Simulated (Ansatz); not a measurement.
The calculation used DFT PBE, scalar-relativistic, plane waves, PAW in Ansatz 0.2.0. All cells share a 420 eV cutoff and Γ-centred k meshes spaced at most about 0.3 Å⁻¹ (about 0.25 or finer for metals, 2π included). Collinear spin in cells that started with moments and kept them past the coarse steps, no spin elsewhere.

All energies are static (0 K, no zero-point motion).

Compare these two cells of MgZnO₄, each relaxed at this level.

A. (no spin)

```
CELL_PARAMETERS angstrom
0.00000 3.12030 3.12030
3.12030 0.00000 3.12030
3.12030 3.12030 0.00000
ATOMIC_POSITIONS crystal
Mg 0.25000 0.25000 0.25000
Zn 0.00000 0.00000 0.00000
O 0.12600 0.62467 0.62467
O 0.62467 0.62467 0.12600
O 0.62467 0.62467 0.62467
O 0.62467 0.12600 0.62467
```

B. (site moments Zn 0.1; O 0.9 (×4) μB)

```
CELL_PARAMETERS angstrom
3.54076 0.00000 0.00000
0.00000 3.54076 0.00000
0.00000 0.00000 4.98910
ATOMIC_POSITIONS crystal
Mg 0.00000 0.00000 0.00000
Zn 0.50000 0.50000 0.50000
O 0.50000 0.00000 0.75060
O 0.00000 0.50000 0.24940
O 0.50000 0.00000 0.24940
O 0.00000 0.50000 0.75060
```

Task: Which form is favoured at zero pressure, and by what margin per atom?

Result: B is lower, by 1.15 eV/atom. A has space group F-43m (No. 216), 10.1 Å³/atom and no gap on its mesh; B has Mg and Zn ordered on fluorite sites, space group P4/mmm (No. 123), 10.4 Å³/atom and no gap. Counting O atoms around Mg and Zn (those within 1.25 times the shortest such distance or 1.15 times the sum of covalent radii, 1.27 where that leaves under three; the shortest distance is added where it exceeds 1.18 times the sum of covalent radii), A has Mg 12 from 2.6 Å, Zn 12 from 2.6 Å and B has Mg 8, Zn 8. Their magnetic states differ too, which can make part of the margin. Both come from invented guesses. A third cell relaxed alike, in P4/mmm, lies 121 meV/atom below the lower of the two.

Another magnetic order may lie lower. Cells relaxed within their symmetry can be saddle points.

B is clearly preferred to A, and the geometry suggests why. In A the oxygens crowd into tetrahedral clusters, leaving both cations with only long, weak contacts from 2.6 Å. B spreads the oxygens out and brings them to ordinary bonding distances from Mg and Zn, which probably gains electrostatic energy and relieves repulsion between oxygens.

Neither cell, however, resolves the electron count. With Mg and Zn both divalent, four oxygens cannot all be closed-shell oxide ions. The composition is that of a peroxide, in which O–O pairing would empty the antibonding σ* level and normally open a gap. The O–O separations in both cells are too long for such bonds, so the holes remain in the O 2p states. This fits the large oxygen moments in B and probably explains the missing gap in both cells.

The margin therefore ranks two unpaired oxygen frameworks, and B is not the ground state, since a third cell lies lower. The absence of a gap should not be read as a prediction of metallic behaviour for a peroxide of this composition.
